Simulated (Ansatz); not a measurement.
Abstraction of Br: C3H5Br + GeH(CH3)2 → C3H5 + GeH(CH3)2Br

Species: C3H5Br (allyl bromide) `C=CCBr`, singlet; GeH(CH3)2, doublet; C3H5 `[CH2]C=C`, doublet; GeH(CH3)2Br, singlet. A radical takes Br: the energy is the difference in strength between the C–Br bond broken and the Ge–Br bond made.

Shapes, held fixed at every level: PBE0-D4/def2-TZVP. Flexible molecules stand in one conformer, not always the lowest. Programs: Ansatz 0.2.0. Electronic energies: no zero-point or thermal term.

| level | kind | ΔE (kJ/mol) | CPU time (sum over the molecules) |
| --- | --- | --- | --- |
| PBE-D4/def2-TZVPP | GGA | -128.8 | 29 s |
| r2SCAN-D4/def2-TZVPP | meta-GGA | -150.8 | 54 s |
| B3LYP-D4/def2-TZVPP | global hybrid | -140.0 | 51 s |
| PBE0-D4/def2-TZVPP | global hybrid | -138.7 | 37 s |
| wB97M-V/def2-TZVPP | range-separated hybrid | -134.8 | 2 min |
| wB97X-V/def2-TZVPP | range-separated hybrid | -141.9 | 89 s |
| B2PLYP/def2-TZVPP | double hybrid | -135.6 | 60 s |

B2PLYP/def2-TZVPP gives ΔE = -135.6 kJ/mol; the levels span -150.8 to -128.8. The median of the levels is -138.7. No measured value is set beside it here. Spin contamination: C3H5 (⟨S²⟩ up to 0.95). Open shells run unrestricted. Relativity is left out for Br, Ge. Outer-core shells of Br, Ge are correlated, in sets that cover them unevenly. Times are processor times on shared x86 and Arm servers, and rough.

Bromine transfer from allyl bromide to the dimethylgermyl radical is strongly exothermic at every level, from -128.8 to -150.8 kJ/mol, so the Ge–Br bond formed is much stronger than the C–Br bond broken. Two effects work together. Germanium is more electropositive than carbon, which gives its bond to bromine a larger ionic contribution, and breaking the allylic C–Br bond releases a radical whose unpaired electron is delocalised over the two terminal carbons.

The size of the driving force is less certain than its sign. The two semilocal functionals, PBE and r2SCAN, mark opposite ends of the range with all the hybrids between them, so the energy doesn't follow the class of functional, probably because each balances the two unlike bonds differently. As the number of molecules is unchanged, entropy should matter little, and the reaction is probably also favourable in free energy. The reaction energy doesn't show whether direct abstraction outpaces addition of the germyl radical to the C=C bond followed by loss of bromine.
